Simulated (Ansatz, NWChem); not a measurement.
## Exact exchange and the electronic atomisation energy of CF3 (trifluoromethyl radical)

CF3: 4 atoms, total charge 0, spin state doublet. As SMILES, `F[C](F)F`. Geometry: relaxed at PBE0-D4/def2-TZVP.

The electronic atomisation energy y, in eV, basis def2-SVPD; a is the functional's share of exact exchange. Programs: Ansatz 0.2.0, NWChem 7.3.0.

```
functional  program     a  y (eV)
      UPBE   Ansatz     0   16.29
     UTPSS   NWChem     0   15.39
    UB3LYP   Ansatz   0.2       ?
 U-r2SCAN0   Ansatz  0.25   14.82
     UPBE0   Ansatz  0.25   15.39
    UBHLYP   Ansatz   0.5   13.96
```

Problem. Fit y = c + s·a to the known rows and predict UB3LYP.

Solution. 
1. Means of the 5 rows: a = 0.2000, y = 15.170.
2. Σ(Δa)² = 0.175, Σ(Δa·Δy) = -0.6375, so the slope is -0.6375/0.175 = -3.6429.
3. Intercept: 15.170 − (-3.6429) × 0.2000 = 15.899. The largest residual of the fit is 0.51.
4. UB3LYP: 15.899 + (-3.6429) × 0.2 = 15.17 eV.

The run gave 15.07 eV, so the prediction is off by +0.10 eV, within the scatter of the fit. The rows mix families of semi-local functionals, which the line can't see.

The atomisation energy generally falls as exact exchange is added, most cleanly from UPBE to UPBE0, where it drops from 16.29 to 15.39 eV. Semi-local exchange tends to overbind molecules relative to their atoms, partly because its localised exchange hole mimics left-right correlation in the bonds. Exact exchange lacks that contribution, so a larger share weakens the C–F bonds unless the correlation functional makes up for it. The compact, electron-rich fluorine atoms probably make the effect pronounced here.

UTPSS breaks the simple ordering: without any exact exchange it matches UPBE0, so a change in the semi-local form can lower the energy as much as admixture does. The fitted slope is therefore not a pure exact-exchange response.

Nor does the good UB3LYP prediction test that slope. Its exchange share coincides with the mean of the fitted rows, where any least-squares line returns the mean energy, so the same value would have followed from a plain average.
